## Spin contamination of an unrestricted determinant: the collinearity assumption

**Conventions.** Spin is in units of $\hbar$ and energies in cm$^{-1}$. The determinant $\Phi$ holds $N$ orthonormal spin orbitals, and $\mathbf s=\boldsymbol\sigma/2$. For O$_2$, $z$ is the internuclear axis.

### Statements

**1. Collinear result.** Let every spin orbital be pure $\alpha$ or pure $\beta$ along one common axis, with spatial parts $\phi_i^\alpha$, $\phi_j^\beta$ and $M=(N_\alpha-N_\beta)/2\ge0$. Then

$$\langle S^2\rangle=M(M+1)+N_\beta-\sum_{ij}|\langle\phi_i^\alpha|\phi_j^\beta\rangle|^2=M(M+1)+\sum_{i=1}^{N_\beta}(1-T_i^2).$$

The $T_i\in[0,1]$ are the singular values of the $\alpha\beta$ overlap matrix, that is the overlaps of the corresponding orbitals of Amos and Hall (1961). The excess lies between 0 and $N_\beta$. The non-zero spin-summed natural occupations are $1\pm T_i$ and, $2M$ times, exactly 1.

**2. Without collinearity.** For arbitrary two-component spinors, with $P$ the spin-summed density matrix and $n_p$ its eigenvalues,

$$\langle S^2\rangle=|\langle\mathbf S\rangle|^2+N-\tfrac12\operatorname{tr}P^2=|\langle\mathbf S\rangle|^2+\tfrac12\sum_p n_p(2-n_p).$$

**3. First correction for a triplet.** If the two unpaired spins tilt by $\pm\delta$ from the common axis,

$$\langle S^2\rangle=2-\sin^2\delta+\sum_i(1-T_i^2).$$

**4. Triplet O$_2$.** Spin–orbit coupling in the $1\pi_g^2$ shell gives $\sin\delta=\zeta/\Delta E$, where $\zeta$ is the effective spin–orbit constant of $1\pi_g$ and $\Delta E$ the $^1\Sigma_g^+$–$^3\Sigma_g^-$ gap. The model's correction lies between $-3\times10^{-5}$ and $-2\times10^{-4}$.

### Proof of 2, and where collinearity enters

Let $\gamma=\sum_i|i\rangle\langle i|$ be the projector on the occupied spinors. For $A=\sum_\mu a(\mu)$ the Slater–Condon rules give $\langle A^2\rangle=\sum_i\langle i|a^2|i\rangle+\sum_{i\ne j}(a_{ii}a_{jj}-|a_{ij}|^2)$. The bracket vanishes for $i=j$, so the restriction can be lifted. Summing over $a=s_x,s_y,s_z$ with $s_k^2=1/4$,

$$\langle S^2\rangle=|\langle\mathbf S\rangle|^2+\tfrac34N-\sum_k\operatorname{tr}(\gamma s_k\gamma s_k).$$

Write $\gamma=\tfrac12\left(P\otimes1+\sum_kQ_k\otimes\sigma_k\right)$ with Hermitian spatial matrices $P$ and $Q_k$. From $\sum_k\sigma_k\sigma_k=3$ and $\sum_k\sigma_k\sigma_j\sigma_k=-\sigma_j$, the last sum is $\tfrac18(3\operatorname{tr}P^2-\sum_k\operatorname{tr}Q_k^2)$. Idempotency, $\operatorname{tr}\gamma^2=N$, gives $\sum_k\operatorname{tr}Q_k^2=2N-\operatorname{tr}P^2$. The sum is therefore $\tfrac12\operatorname{tr}P^2-\tfrac14N$, which with $\sum_pn_p=N$ proves statement 2.

Collinearity enters twice on the way to statement 1. First, it fixes $|\langle\mathbf S\rangle|=M$, because $\Phi$ is an eigenfunction of the spin component along the axis. Second, it makes $P=P^\alpha+P^\beta$ a sum of two projectors, so that $\operatorname{tr}P^2=N+2\sum_{ij}|\langle\phi_i^\alpha|\phi_j^\beta\rangle|^2$. With $N/2=M+N_\beta$ the first form of statement 1 follows. In the corresponding orbitals each pair spans its own plane, where the sum of two rank-one projectors with overlap $T_i$ has eigenvalues $1\pm T_i$. The $2M$ remaining $\alpha$ orbitals are orthogonal to all others and have $n=1$.

Neither step survives in general. The single spinor $\cos\kappa\,\phi_1\alpha+\sin\kappa\,\phi_2\beta$, with orthonormal $\phi_1,\phi_2$, has occupations $\cos^2\kappa$ and $\sin^2\kappa$, which are not of the form $1\pm T$. One bound remains. Choose an axis $z'$ along $\langle\mathbf S\rangle$ and set $\mu=|\langle\mathbf S\rangle|$; then $S^2=S_-S_++S_{z'}^2+S_{z'}$ gives $\langle S^2\rangle\ge\mu(\mu+1)$ for any state.

No correction is linear in a spin-flip amplitude. A flip changes the projection by $\pm1$, and $S^2$ has no element between different projections.

### Proof of 3

The unpaired corresponding orbitals are spatially orthogonal to every other occupied orbital. Their spins can be turned to unit vectors $\mathbf n_a$ without loss of orthonormality, and $P$ does not change. All $n_p$ and $T_i$ stay as they were, and $\tfrac12\sum_pn_p(2-n_p)=M+\sum_i(1-T_i^2)$. Each $\alpha\beta$ pair carries no net spin, so $\langle\mathbf S\rangle=\tfrac12\sum_a\mathbf n_a$. For two spins $2\delta$ apart $\mu=\cos\delta$, and with $M=1$ statement 3 follows.

The correction is negative: canting mixes in a singlet, whereas collinear contamination can only mix in $S>M$. Measured from $\mu(\mu+1)$ the canting term is $1-\cos\delta\approx\delta^2/2$, so the general bound holds.

### Proof of 4

Take the unpaired orbitals as $\pi_\pm$ with $l_z=\pm1$, keep all orbitals frozen, and add $\zeta\,l_zs_z$ per electron, $\zeta>0$. Let $K$ be the exchange integral between $\pi_+$ and $\pi_-$. The triplet and the singlet of $\pi_+\pi_-$, which are $^3\Sigma_g^-$ and $^1\Sigma_g^+$, lie at $\mp K$ from the Coulomb energy, so $\Delta E=2K$.

With both spins along $z$ the spin–orbit energy is $\zeta(\tfrac12-\tfrac12)=0$ and no torque acts. With the mean spin along $x$, the term acts as opposite fields on the two electrons. Put $\mathbf n_\pm=(\cos\delta,0,\mp\sin\delta)$. The squared spinor overlap is $\cos^2\delta$, and

$$E(\delta)=-K\cos^2\delta-\zeta\sin\delta .$$

This is quadratic in $\sin\delta$, with its minimum at

$$\sin\delta=\frac{\zeta}{2K}=\frac{\zeta}{\Delta E},\qquad E=-K-\frac{\zeta^2}{2\Delta E},\qquad \Delta\langle S^2\rangle=-\frac{\zeta^2}{\Delta E^2}.$$

In this model the canted determinant lies below the collinear ones of either orientation.

The exact solution in the same space explains the factor. With spin quantised along $z$, the determinants $|\pi_+\alpha\,\pi_-\beta|$ and $|\pi_+\beta\,\pi_-\alpha|$ have diagonal energies $\pm\zeta$ and coupling $-K$. The lower root, the $\Omega=0$ level, is $-\sqrt{K^2+\zeta^2}\approx-K-\zeta^2/\Delta E$, with singlet weight $\zeta^2/\Delta E^2$ and $\langle S^2\rangle\approx2-2\zeta^2/\Delta E^2$. The $\Omega=\pm1$ levels stay pure triplets at $-K$. A triplet determinant with its spin along $x$ has weight $\tfrac12$ in $\Omega=0$, and so shows half of both shifts.

### Size for O$_2$

The inputs are typical, approximate values: $\zeta\approx175$ cm$^{-1}$ and a collinear UHF excess $\sum_i(1-T_i^2)\approx0.04$. The gap depends on what the determinant represents, and three choices are carried.

(a) The typical term separation, 13 100 cm$^{-1}$, mimics the correlated states.

(b) The bare exchange gap of Hartree–Fock orbitals is roughly $2K\approx21\,000$ cm$^{-1}$.

(c) Spin polarisation of the pairs stiffens the tilt. Let a polarisation amplitude $\lambda$ along $x$ cost $a\lambda^2-b\lambda\cos\delta$. At $\delta=0$, $\lambda=b/2a$ and the gain is $E_{\rm pol}=b^2/4a$. At frozen $\lambda$ the energy is $E_{\rm pol}(1-2\cos\delta)\approx-E_{\rm pol}+E_{\rm pol}\delta^2$, so $K$ becomes $K+E_{\rm pol}$. A typical ROHF–UHF difference of $0.02\,E_{\rm h}$, or 4400 cm$^{-1}$, raises the gap of (b) to 29 800 cm$^{-1}$. Relaxation of the other orbitals can only lower this curvature, so within the model (c) is the stiff limit.

| case | $\Delta E$ / cm$^{-1}$ | $\sin\delta$ | $\delta$ / degree | $\Delta\langle S^2\rangle$ | per cent of 0.04 |
|---|---|---|---|---|---|
| (a) | 13 100 | 0.013 | 0.8 | $-2\times10^{-4}$ | 0.4 |
| (b) | 21 000 | 0.0083 | 0.5 | $-7\times10^{-5}$ | 0.2 |
| (c) | 29 800 | 0.0059 | 0.3 | $-3\times10^{-5}$ | 0.09 |

In case (a) the exact $\Omega=0$ level of the model falls short of 2 by $4\times10^{-4}$.

### Neglected terms

*$\sigma$–$\pi$ mixing.* The terms $l_xs_x+l_ys_y$ mix $\sigma$ and $\pi$ orbitals of equal parity. One spin-flip rotation gives $\Phi=\cos\kappa\,\Phi_0+\sin\kappa\,\Phi_1$ and $\Delta\langle S^2\rangle=\sin^2\kappa\,(\langle S^2\rangle_1-\langle S^2\rangle_0)$. For restricted orbitals statement 2 gives $\langle S^2\rangle=M^2+n_{\rm open}/2$. The factor is then $-1$ for closed $\alpha\to$ open $\beta$, 0 for closed $\alpha\to$ virtual $\beta$, and $+4$ for closed $\beta\to$ virtual $\alpha$. For pure $2p$ orbitals the element is about $\zeta/2$. A typical low $\sigma$–$\pi$ excitation energy of $6\times10^4$ cm$^{-1}$ gives $\kappa\approx1.5\times10^{-3}$ and $4\kappa^2\approx9\times10^{-6}$. That is 0.05 of the canting term in (a) and 0.25 in (c). The part $l_xs_x$ flips no spin but mixes $\alpha$ and $\beta$ orbitals with opposite amplitudes $\pm\kappa$, which adds $1-T^2\approx4\kappa^2$ for a closed-to-virtual channel. These channels differ in sign and limit $\Delta\langle S^2\rangle$ to one figure.

*Response of the pairs.* Relaxed, $\lambda\propto\cos\delta$, and the excess, being quadratic in $\lambda$, changes by about $-0.04\sin^2\delta$, a few per cent of the canting term.

*Dipolar spin–spin coupling.* It is of rank 2 in spin, so the triangle rule forbids an element between $S=1$ and $S=0$. It admixes no singlet at first order, but it does split the triplet.

The last point shows in the energies. In case (a) the canted determinant gains 1.2 cm$^{-1}$ and the model's $\Omega=0$ level lies 2.3 cm$^{-1}$ below $\Omega=\pm1$. The zero-field splitting of O$_2$ is typically about 4 cm$^{-1}$, so the model is low, at about 0.6 of it, chiefly because it omits the dipolar term, which leaves $\langle S^2\rangle$ untouched at this order. With the inputs above, the model's canting lowers $\langle S^2\rangle$ by less than half a per cent of the collinear excess, and statement 1 holds to the third decimal.